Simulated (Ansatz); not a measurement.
# CH2BN− (SMILES [BH2-]C#N): the vertical detachment energy, rung by rung

CH2BN−: 5 atoms, total charge -1, spin state doublet. SMILES: `[BH2-]C#N`. The coordinates come from a GFN2-xTB relaxation.

Each level gives the vertical detachment energy (to the singlet neutral) (eV). The values are calculated.

| level | kind | program | value (eV) | less CCSDT/STO-3G |
| --- | --- | --- | --- | --- |
| UHF/STO-3G | Hartree–Fock | Ansatz | -3.06 | +0.52 |
| USVWN5/STO-3G | LDA | Ansatz | -2.25 | +1.33 |
| U-revPBE/STO-3G | GGA | Ansatz | -2.21 | +1.37 |
| UBLYP/STO-3G | GGA | Ansatz | -2.38 | +1.20 |
| UBHLYP/STO-3G | global hybrid | Ansatz | -2.41 | +1.17 |
| UPBE0/STO-3G | global hybrid | Ansatz | -2.19 | +1.39 |
| UHSE06/STO-3G | range-separated hybrid | Ansatz | -2.20 | +1.38 |
| UB2PLYP/STO-3G | double hybrid | Ansatz | -2.86 | +0.72 |
| RPA@PBE/STO-3G | RPA | Ansatz | -3.72 | -0.14 |
| UCCSDT/STO-3G | coupled cluster or CI | Ansatz | -3.58 | 0.00 |

UCCSDT/STO-3G is the highest level here, not the true value. Sets without diffuse functions describe the anion poorly. The values span -3.72 to -2.19 eV. Spin contamination of the reference (⟨S²⟩ at least 0.1 too high) touches UHF/STO-3G, UCCSDT/STO-3G. All rows use very small basis sets, so none should be taken for the real molecule's value.

Every level places the anion above the neutral at the fixed geometry, but this is no evidence that the real anion spontaneously loses its electron. The extra electron should occupy a π orbital combining boron's formally empty p orbital with CN π* character. Such delocalisation normally helps to accommodate charge, but here the compact functions prevent the orbitals from expanding, which exaggerates electron repulsion and probably accounts for much of the negative detachment energy.

The semilocal and ordinary hybrid functionals cluster between -2.41 and -2.19 eV, with little sensitivity to exact exchange: UBLYP and UBHLYP nearly coincide. UB2PLYP, RPA and UCCSDT, which use virtual orbitals for correlation, lie lower. One possible reason is that the added electron blocks part of the small π* space available for correlating the neutral. UHF also lies below UB2PLYP without any such correlation, so this cannot be the whole explanation. RPA's closeness to UCCSDT may reflect compensating errors and doesn't establish its accuracy for this anion.
